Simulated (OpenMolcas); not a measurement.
# How methods differ on SiH2 (SMILES [H][Si][H])

SiH2 has 3 atoms, charge 0, and is taken as a singlet. SMILES: `[H][Si][H]`. Geometry: relaxed at GFN2-xTB.

```xyz
3

Si    0.0052   -0.0082   -0.6557
H     1.1102   -0.0200    0.3374
H    -1.1155    0.0282    0.3183
```

Quantity: the vertical ionisation energy (to the doublet cation), in eV. The values are calculated.

| level | kind | program | value (eV) | less FCI/6-31G* | CPU time (all runs) |
| --- | --- | --- | --- | --- | --- |
| HF/6-31G* (spherical functions) | Hartree–Fock | OpenMolcas | 8.19 | -0.67 | 3 s |
| SVWN5/6-31G* (spherical functions) | LDA | OpenMolcas | 9.23 | +0.37 | 6.4 s |
| PBE/6-31G* (spherical functions) | GGA | OpenMolcas | 9.10 | +0.24 | 7.4 s |
| r2SCAN/6-31G* (spherical functions) | meta-GGA | OpenMolcas | 9.06 | +0.20 | 9.9 s |
| M06-2X/6-31G* (spherical functions) | hybrid meta-GGA | OpenMolcas | 9.12 | +0.26 | 8.9 s |
| CASPT2(6,6)/6-31G* (spherical functions) | multireference | OpenMolcas | 8.76 | -0.10 | 6.4 s |
| CASSCF(6,6)/6-31G* (spherical functions) | multireference | OpenMolcas | 8.46 | -0.40 | 6.8 s |
| CCSD(T)/6-31G* (spherical functions), open shells restricted | coupled cluster or CI | OpenMolcas | 8.86 | 0.00 | 4.4 s |
| FCI/6-31G* (spherical functions), open shells restricted | exact in the basis | OpenMolcas | 8.86 | 0.00 | 12 s |

FCI/6-31G* (spherical functions), open shells restricted is exact within its basis and frozen core, so for wave-function methods in that basis the difference is their error; functionals converge differently with the basis, so for them it is only a difference. The values span 8.19 to 9.23 eV. Times are those of the runs behind each value, whatever else they computed, on shared processors of several kinds: orders of magnitude only.

Ionisation removes an electron from the silicon lone pair, an in-plane orbital with strong 3s character. Hartree–Fock puts the energy too low, at 8.19 eV, because the neutral singlet has one more valence electron pair to correlate than the cation, and neglecting correlation therefore destabilises it more. The empty out-of-plane 3p orbital lets the lone pair correlate within the valence shell. CASSCF(6,6) captures this effect but still falls 0.40 eV short, so correlation involving orbitals outside the active space matters too. CASPT2 recovers most of that remainder, and CCSD(T) matches FCI to the printed precision, which suggests that neither state has multireference character severe enough to defeat a single-reference treatment.

All four functionals lie above FCI, with LDA highest. The sequence does not fall steadily with functional complexity, since M06-2X lies slightly above both PBE and r2SCAN. The adiabatic ionisation energy would be lower than the vertical one, as the cation relaxes towards a wider H–Si–H angle once the lone pair is singly occupied.
